Dear colleague,

Two numbers that you can measure on a lithium fluoride crystal, the ion spacing and the bulk modulus, fix its lattice energy to a few per cent, although neither is an energy. You asked how that can be. The argument goes back to Born and Landé (1918), and it can be seen whole in a cube of eight ions, where every sum has a handful of terms. I solve that cube in closed form, show that the infinite crystal differs from it only in two pure numbers, and then put in the data for LiF.

1. Conventions

Ions are point charges ±ze, and κ = z²e²/(4πε0). For z = 1, κ = 2.30708×10⁻²⁸ J m. The distance between nearest unlike ions is r. The energy U is counted per ion pair (one cation and one anion) from ions at rest and infinitely far apart, so a bound system has U < 0. Molar values are per mole of pairs. Nearest unlike ions repel each other with an energy λ/rⁿ per bond, n > 1. The nuclei are at rest until section 6. A prime on U means d/dr; B′ means dB/dP.

2. Two ions

For a single pair, U(r) = −κ/r + λ/rⁿ. The force vanishes where κ/r0² = nλ/r0ⁿ⁺¹, which means λ/r0ⁿ = (κ/r0)/n. At equilibrium the repulsive energy is one n-th of the Coulomb energy, whatever λ is, and

U0 = −(κ/r0)(1 − 1/n).

The second derivative is −2κ/r0³ + n(n+1)λ/r0ⁿ⁺² = (n − 1)κ/r0³. So the spacing removes λ and the stiffness yields n. That is the whole idea. What two ions lack is a volume, and for that we need the cube.

3. Eight ions

Put four cations and four anions on alternate corners of a cube of edge r. Each ion has three unlike neighbours along edges at r, three like ones across faces at √2 r, and one unlike ion along the body diagonal at √3 r. Its Coulomb energy with the other seven is −M8 κ/r, with

M8 = 3 − 3/√2 + 1/√3 = 1.45603.

The total is eight such terms halved for double counting, −4 M8 κ/r, and there are four pairs, so the Coulomb energy per pair is −M8 κ/r. Twelve edges shared among four pairs give ν = 3 repulsive bonds per pair. Hence

U(r) = −A/r + C/rⁿ, A = Mκ, C = νλ, (1)

with M = M8 and ν = 3.

One should check that the cube stays a cube. The cations form one tetrahedron and the anions another, and these two sizes are the only coordinates that keep the full symmetry. Move the cations outward from the centre by s and the anions inward by s. Since the model treats both ions alike, the energy is even in s, so s = 0 is stationary and s does not couple linearly to r. The body diagonals keep their length. An edge becomes √(r² + 8s²/3) ≈ r + 4s²/(3r). The twelve like pairs gain the energy (12/√2)(4/3)κs²/r³. The twelve edges are under tension at equilibrium, because they balance the like-ion repulsion less the diagonal attraction; their summed tension is (12/√2 − 4/√3)κ/r², and it works through the stretch 4s²/(3r). Together

ΔE = (4/3)(24/√2 − 4/√3) κs²/r0³ = 19.5 κs²/r0³ > 0.

Equal inward forces on the eight corners therefore excite only r, and (1) is the exact energy along that path.

Now the volume. Let each ion own a small cube of edge r centred on it. The eight small cubes make a block of edge 2r, which is the conventional cell of rock salt: copies of the block stacked face to face build the crystal. The volume per pair is V = c r³ with c = 2. A pressure P adds P·c r³ to the energy per pair, which amounts to a force 2√3 P r² on each corner along its diagonal. For a cluster this volume is a convention, and the derivation below holds for any fixed c.

Equilibrium. U′(r0) = 0 gives A/r0² = nC/r0ⁿ⁺¹, so

r0ⁿ⁻¹ = nνλ/(Mκ), (2)

U0 = −(Mκ/r0)(1 − 1/n). (3)

Pressure and modulus. With dV = 3c r² dr,

P = −dU/dV = −U′/(3c r²),

B = −V dP/dV = −(r/3) dP/dr = U″/(9c r) − 2U′/(9c r²).

At r0 the second term vanishes, and U″(r0) = (n − 1)A/r0³ as for the pair. Then

B0 = (n − 1)Mκ/(9c r0⁴), that is n = 1 + 9c r0⁴ B0 (4πε0)/(M z² e²). (4)

Had I assigned the cube only the volume r³ between the ion centres, c would be 1/4, B0 would be eight times larger, and (4) would return the same n, since only the product cB0 enters.

Pressure derivative. Differentiating once more and setting U′ = 0, dB/dr = (r0U‴ − 3U″)/(9c r0²) and dP/dr = −U″/(3c r0²), so for any U(r)

B0′ = 1 − r0U‴/(3U″). (5)

For (1), U‴(r0) = [6 − (n+1)(n+2)]A/r0⁴ = −(n+4)(n−1)A/r0⁴. The factor n − 1 cancels against U″, and

B0′ = 1 + (n+4)/3 = (n+7)/3. (6)

The full equation of state is also closed. With x = r0/r = (V0/V)^(1/3),

P = [3B0/(n−1)] (xⁿ⁺³ − x⁴), B = [B0/(n−1)] [(n+3)xⁿ⁺³ − 4x⁴]. (7)

The ratio of their derivatives at x = 1 is [(n+3)² − 16]/[3(n−1)] = (n+7)/3, which confirms (6).

4. From the cube to the crystal

Nothing in (2) to (7) used the number eight. The steps need only that all distances scale with one length r, that the energy is one term in 1/r and one in 1/rⁿ, and that V = c r³. Any cubic crystal without free internal coordinates has the first and third property under hydrostatic pressure. The general statement is therefore (3), (4) and (6) with the crystal's own M and c, and the cube is a special case that obeys it exactly. For rock salt ν = 6 and c = 2. For the caesium chloride structure the cell edge is 2r/√3 with one pair, c = 8/(3√3) = 1.540; for zinc blende the edge is 4r/√3 with four pairs, c = 16/(3√3) = 3.079. M must be referred to the same r. Repulsion between further neighbours with the same exponent only changes C, which drops out.

The cube even supplies the first approximation to the crystal's M. In Evjen's scheme one sums over a cube centred on an ion and weights sites on faces, edges and corners by 1/2, 1/4 and 1/8, so that the region is neutral. The smallest such cube has 27 sites and gives 6/2 − (12/4)/√2 + (8/8)/√3, which is M8 again. The next, with 125 sites, gives 1.75177. The limit follows from Benson's rapidly converging resummation, which I quote without proof:

M = 12π Σ sech²[(π/2)√(m² + p²)] = 1.747565,

with m and p running over the odd positive integers. The 125-site value lies 0.24 per cent above it.

5. Numbers for LiF

The measured inputs are compiled values. The lattice constant is a = 402.8 pm at room temperature (as listed in the NSF PAR record "Compression behavior of lithium fluoride"), so r0 = a/2 = 201.4 pm and V0 = 2r0³ = 1.6338×10⁻²⁹ m³. The elastic constants are C11 = 113.55 GPa, C12 = 47.6 GPa and C44 = 63.5 GPa (as listed by Oses 2018, temperature not stated). For a cubic crystal B0 = (C11 + 2C12)/3 = 69.58 GPa. I carry unrounded values through the arithmetic.

The natural pressure scale is κ/r0⁴ = 140.22 GPa, and by (4) each unit of n − 1 contributes b = Mκ/(18 r0⁴) = 13.61 GPa. Thus n − 1 = 5.11 and n = 6.11. The Coulomb energy is −Mκ/r0 = −1205.6 kJ/mol, the repulsion is one n-th of its size, +197.3 kJ/mol or 32.9 kJ/mol for each of the six bonds, and

U0 = −1008.3 kJ/mol, B0′ = 4.37.

These are the model's numbers. Both r0 and B0 were spent in fixing λ and n, so the model's reproducing them tests nothing. U0 and B0′ are its predictions, and B0′ is the one within your reach.

With λ and n now fixed, (2) gives the spacing of the smaller systems: r0 scales as (ν/M)^(1/(n−1)). Relative to the crystal, ν/M is smaller by the factor 0.6001 for the cube and 0.2913 for the pair. All entries below are the model's.

system | M | ν | r0 (pm) | U0 (kJ/mol) | U″(r0) (N/m)
pair | 1 | 1 | 158 | −734 | 298
cube | 1.45603 | 3 | 182 | −928 | 284
crystal | 1.747565 | 6 | 201.4 | −1008 | 252

In each row the repulsion is the same fraction 1/n = 0.164 of the Coulomb energy. The cube already holds 92 per cent of the crystal's binding per pair and the single pair 73 per cent, because fewer bonds per unit of M let the ions come closer. With c = 2 the cube's modulus is U″/(18 r0) = 86.5 GPa, and this value, its own spacing and M8 inserted in (4) return n = 6.11. The pair and the cube are rigid-ion constructs: an ion at a corner sits in a net electric field and would polarise, whereas in the crystal the field at each site vanishes by symmetry, so the first two rows should not be read as descriptions of real clusters.

One misuse is instructive. If the crystal's r0 and B0 are combined with the truncated M8, (4) gives n = 7.13 and (3) gives −864 kJ/mol. The formula is exact for either system, but only with M, r0 and B0 of the same system. With the 125-site sum the exponent is 6.10, as good as converged.

Equations (3) and (4) also show why the energy is robust and the exponent is not. At fixed r0, d ln(n−1)/d ln B0 = 1, while d ln|U0|/d ln B0 = 1/n. A 5 per cent change of B0 moves n by 0.26 and U0 by 0.8 per cent.

For your pressure cell, (7) at V/V0 = 0.90 gives P = 9.24 GPa, B = 108 GPa and a local B′ of 4.02. B′ falls along the way, so a fit that holds B′ constant over this range will return a value below the zero-pressure one even if the model were exact. On the tension side B vanishes at xⁿ⁻¹ = 4/(n+3), that is r/r0 = 1.17 and P = −12.0 GPa. This is the model's limit for uniform dilation of a perfect lattice; real crystals typically crack at flaws under stresses orders of magnitude smaller.

6. What was neglected, and how large it is

Form of the repulsion. Replace C/rⁿ by D exp(−r/ρ), as Born and Mayer did, and let σ = r0/ρ. Equilibrium gives D exp(−σ) = (A/r0)/σ, and then U″ = (σ − 2)A/r0³ and U‴ = (6 − σ²)A/r0⁴. The same B0 demands σ − 2 = n − 1, so σ = 7.11, U0 = −(A/r0)(1 − 1/σ) = −1036 kJ/mol, and (5) gives B0′ = 1 + (σ² − 6)/[3(σ − 2)] = 3.91. Two forms fitted to the same two data differ by 28 kJ/mol in energy and by 0.46 in B0′. Equation (6) is thus a property of the power law, not of ionic bonding as such.

Dispersion. Add −W/r⁶ and write A0 = A/r0, W0 = W/r0⁶. The same steps give U0 = −A0(1 − 1/n) − W0(1 − 6/n) and r0²U″ = (n−1)A0 + 6(n−6)W0. For n = 6.11 the factor 1 − 6/n is 0.018. The term almost merges with the repulsion and is absorbed in the fit, so in LiF it hardly alters n or U0. In a salt with a larger exponent it would survive in larger part.

Vibrations. This one matters, because the ions are light. Take a Debye model with Θ = 732 K (as listed by Råsander 2015, temperature not stated) for all six modes per pair, which is crude for the optical branches. The zero-point energy is (9/4)RΘ = 13.7 kJ/mol. At T = 300 K, Θ/T = 2.44, the Debye function D3(y) = (3/y³)∫₀^y t³/(eᵗ − 1) dt equals 0.364, and the thermal energy 6RT·D3 is 5.4 kJ/mol. The sum is Ev = 19.1 kJ/mol. Let γ = −d lnΘ/d lnV, with an assumed typical value γ = 1.6. At constant entropy T/Θ is fixed, so Ev is proportional to Θ and the vibrational pressure is Pv = γEv/Vm = 3.1 GPa, with the molar volume Vm = 9.839×10⁻⁶ m³/mol.

At the measured spacing the static lattice is therefore not at its minimum. It is stretched, with static pressure P = −Pv. For (1) at any r, with A0 = A/r and C0 = C/rⁿ, one has 3PV = nC0 − A0 and 9BV = n(n+3)C0 − 4A0. Eliminating C0,

B = (n−1)b + (n+3)P/3, U = −A0(1 − 1/n) + 3PV/n.

The vibrations add their own adiabatic modulus, −V dPv/dV = (γ + 1 − q)Pv with q = d lnγ/d lnV. I now assume that the listed constants are adiabatic room-temperature values, which the listing does not say. Then

B0 = (n−1)b − (n+3)Pv/3 + (γ + 1 − q)Pv, so n = [B0 + b − (γ − q)Pv]/(b − Pv/3).

The softening term is about 9.5 GPa at n = 6.11. The stiffening term is 8.1 GPa for an assumed q = 0 and 5.0 GPa for an assumed q = 1. They cancel in part, and n becomes 6.2 or 6.5. The static energy at the measured spacing moves by −18 or −25 kJ/mol from the value of section 5. Adding Ev gives the internal energy at 300 K, again counted from ions at rest, and the two shifts nearly cancel: −1007 or −1014 kJ/mol. The simple recipe, fed with room-temperature data, thus lands near the warm crystal's internal energy rather than the static one, by a cancellation that depends on γ and q.

Non-central forces. Here the compiled data test the picture. A static, stress-free crystal with central pair forces and every ion at an inversion centre obeys the Cauchy relation C12 = C44. The listed values give C12 − C44 = −15.9 GPa, 23 per cent of B0 in size. Under a static pressure P the relation reads C12 − C44 = 2P, so vibrational effects blur the test by an amount of order 2Pv = 6.2 GPa, less than half the observed departure. The remainder points to forces that are not pairwise and central, such as the deformation of the fluoride ion by its neighbours. This does not overturn (3) and (4), which only follow the energy along uniform dilation. It does mean that n is an effective exponent for everything short-ranged, and that transferring λ to the cube or the pair is an extrapolation.

7. The role of the charge

Since z² divides B0 in (4), a stiff oxide need not have a steep repulsion. Magnesium oxide, the tunnel barrier of magnetic memory cells, has the same structure. With the typical values a ≈ 421 pm and B0 ≈ 160 GPa and the assumed formal charge z = 2, the model gives n = 4.5, B0′ = 3.8 and U0 = −3.6 MJ/mol. The modulus is more than twice that of LiF, yet the exponent is smaller, because the Coulomb scale is four times larger at nearly the same spacing. The energy is formal here, since a free O²⁻ ion is not bound and the reference state cannot be prepared.

8. What I would quote

For LiF the model gives an exponent between about 6 and 6.5, a lattice energy of −1.01 MJ/mol with a spread of about 0.03 MJ/mol set by the form of the repulsion, and a zero-pressure B′ of 4.4 for the power law against 3.9 for the exponential. The energy is insensitive to everything but r0 and M. The exponent and B0′ are where the physics of the repulsion shows. The shift of n by the vibrations alone moves (n+7)/3 by up to 0.12, before their direct contribution to B′ is counted, so the useful measurement is B(P) at low temperature, precise to one or two tenths in B0′ and reduced to the static lattice. A value near either prediction would favour that form, and a value above both would say that the repulsion stiffens faster under compression than either form allows once it is fitted to r0 and B0.

With best wishes